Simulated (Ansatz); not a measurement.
Relative energies of CH5ClNSi isomers

2 of its isomers, all doublets with charge 0: A = `C[N][SiH2]Cl`; B = `C[Si](N)Cl`.

Shapes, held fixed at every level: PBE0-D4/def2-TZVP. Flexible molecules stand in one conformer, not always the lowest. Programs: Ansatz 0.2.0.

A:

```xyz
9

C     0.4938    1.3415    0.1405
N     0.6288   -0.0210    0.5218
Si   -0.4156   -1.2374   -0.1292
Cl    0.3195   -3.0825    0.3545
H     0.1343    1.5142   -0.8843
H    -0.2447    1.8100    0.8127
H     1.4309    1.8854    0.2953
H    -1.7624   -1.1014    0.4822
H    -0.4959   -1.1552   -1.6107
```

B:

```xyz
9

C    -0.7356    0.7422   -0.8576
Si    0.7996   -0.1498   -0.2721
N     0.6160   -0.5081    1.3989
Cl    0.9677   -1.9775   -1.2419
H    -0.6656    0.9637   -1.9236
H    -0.8566    1.6858   -0.3192
H    -1.6154    0.1172   -0.6810
H     0.3196    0.2213    2.0295
H     1.2585   -1.1408    1.8499
```

Electronic energies in kJ/mol, without zero-point or thermal terms.

```
               level                    kind   B − A
    SPW92/def2-TZVPP                     LDA  -180.0
r2SCAN-D4/def2-TZVPP                meta-GGA  -156.4
 B3LYP-D4/def2-TZVPP           global hybrid  -149.4
  wB97M-V/def2-TZVPP  range-separated hybrid  -151.5
  wB97X-V/def2-TZVPP  range-separated hybrid  -145.0
      MP2/def2-TZVPP     perturbation theory  -180.2
       CCSD/def2-SVP   coupled cluster or CI  -133.3
CCSD(T)/CBS estimate   coupled cluster or CI  -159.9
```

The highest level, CCSD(T)/CBS estimate, puts B lowest of these. All levels agree on that. The B − A difference spans -180.2 to -133.3 kJ/mol over the levels. Open shells run unrestricted unless RO is named. The CBS estimate extrapolates MP2 from def2-TZVPP and def2-QZVPP and adds CCSD(T) − MP2 in the triple-zeta set, cores frozen.

The silicon-centred radical B lies well below the aminyl radical A, by -159.9 kJ/mol at the highest level, and the spread among methods is far too small to threaten that order. Both isomers keep one Si–N and one Si–Cl bond. Going from A to B exchanges two Si–H bonds for two stronger N–H bonds and C–N for Si–C, while the unpaired electron moves from nitrogen to silicon. The preference therefore reflects the whole bonding pattern, not just the relative stability of the two radical centres. In B, silicon is clearly pyramidal, so the singly occupied orbital has appreciable silicon s character, as expected for a silyl radical with electronegative substituents.

MP2 exaggerates the preference relative to the highest level, probably because its perturbative treatment of correlation is unbalanced between the two radical centres. Its near-coincidence with LDA is no mutual confirmation. The energy difference gives B a strong thermodynamic advantage over A but says nothing about the barrier to rearrangement, so A could still persist kinetically.
